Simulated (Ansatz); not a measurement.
## B vacancy in LaB2Pt2C

Level of theory: PBEsol, no spin polarisation, scalar-relativistic; Ansatz, plane waves to 420 eV (PAW set soft_2), k-mesh 4×4×4 shifted by half a step.

The relaxed host crystal (no gap at this level of theory):

```xyz
6
Lattice="-1.9257 1.9257 5.3517 1.9257 -1.9257 5.3517 1.9257 1.9257 -5.3517" Properties=species:S:1:pos:R:3 pbc="T T T"
B     0.0000    0.0000    3.8648
B     0.0000    0.0000    6.8385
C     0.0000    0.0000    5.3517
La    0.0000    0.0000    0.0000
Pt    0.0000    1.9257    2.6758
Pt    1.9257    0.0000    2.6758
```

Supercell of 30 atoms, rows of the matrix [[-1,1,-1],[-1,-2,-2],[0,1,2]] times the cell vectors; B vacancy at (0.361, 0.361, 0.000) in fractions of the cell above. Atoms are relaxed at the host's cell, from a start shaken by 0.03 Å near the defect.

Distances from the empty B site (Å), by shell of the perfect crystal:

| shell | perfect crystal | relaxed, charge 0 |
| --- | --- | --- |
| 1 C | 1.49 | 1.57 |
| 4 Pt | 2.26 | 2.31 |
| 1 B | 2.97 | 3.05 |

| charge | gap of the cell on the mesh (eV) |
| --- | --- |
| 0 | 0.00 |

Formation energy of the neutral defect: 2.06 eV, taking atoms from and to the elements' standard states (no corrections for gases), so it belongs to those chemical potentials alone.

Caveats: small supercell, so energies and levels can be off by tenths of an eV; one random start near the defect, so other minima are possible.

Removing boron opens the site slightly: the neighbouring carbon, the four platinum atoms and the boron at the far end of the B–C–B unit all end up farther from it. Carbon recedes from 1.49 to 1.57 Å and the far boron from 2.97 to 3.05 Å, so the surviving B–C pair appears to shift almost as a unit, its short, strongly covalent bond largely intact. The vacancy removes one B–C bond and the Pt–B contacts around the site. With that attraction gone, the remaining bonds probably draw the neighbours back into the lattice, and no new bond closes across the void.

The positive formation energy of 2.06 eV fits the loss of this bonding. Because elemental boron marks the boron-rich limit, boron-poorer conditions would make the vacancy cheaper. The zero gap is in keeping with the metallic host, where mobile carriers screen the defect and charge-transition levels of the semiconductor kind have no meaning. Whether the vacancy alters the density of states at the Fermi level, and with it any superconductivity, remains open.
